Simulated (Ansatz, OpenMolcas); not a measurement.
**GaHCl2O (SMILES [OH][Ga]([Cl])[Cl]): the vertical ionisation energy, rung by rung**

GaHCl2O has 5 atoms, charge 0, and is taken as a singlet. SMILES: `[OH][Ga]([Cl])[Cl]`. The shape is that of a PBE0-D4/def2-TZVP optimisation.

Quantity: the vertical ionisation energy (to the doublet cation), in eV. The values are calculated.

| level | kind | program | value (eV) | less CCSD(T)/def2-SVP |
| --- | --- | --- | --- | --- |
| revPBE/def2-SVP | GGA | OpenMolcas | 10.77 | -0.99 |
| TPSS/def2-SVP | meta-GGA | OpenMolcas | 11.02 | -0.74 |
| M06-2X/def2-SVP | hybrid meta-GGA | OpenMolcas | 11.98 | +0.22 |
| PBE0/def2-SVP | global hybrid | OpenMolcas | 11.48 | -0.28 |
| r2SCAN0/def2-SVP | hybrid meta-GGA | Ansatz | 11.71 | -0.05 |
| RPA@PBE0/def2-SVP | RPA | Ansatz | 11.05 | -0.71 |
| CCSD(T)/def2-SVP | coupled cluster or CI | Ansatz | 11.76 | 0.00 |
| CCSD/def2-SVP | coupled cluster or CI | Ansatz | 11.80 | +0.04 |

CCSD(T)/def2-SVP is the highest level here, not the true value. All-electron rows without a relativistic Hamiltonian named are non-relativistic. The values span 10.77 to 11.98 eV. In the correlated wave-function rows the outer d shell of Ga is correlated, in sets not made for it. The second state's dipole differs much between rows, so they may not all be the same state.

The density functionals order by their share of exact exchange: revPBE and TPSS give the lowest ionisation energies, the two hybrids with a moderate share lie closer to CCSD(T), and M06-2X overshoots by 0.22 eV. RPA@PBE0 breaks the pattern, falling below its own PBE0 starting point to 11.05 eV.

Gallium is formally trivalent here, with its 4s and 4p electrons engaged in polar bonds, so the electron most probably leaves a chlorine or oxygen lone pair. Several such lone-pair combinations should lie close in energy, and the functionals may differ partly in how far they spread the hole over them.

The perturbative triples lower the CCSD value only from 11.80 to 11.76 eV, which suggests that correlation beyond doubles matters little for this energy difference. The near agreement of r2SCAN0 with CCSD(T) is a single match for one molecule and doesn't establish general accuracy. Since every row uses the same small basis, agreement between them says nothing about how far the ionisation energy would shift towards the basis-set limit.
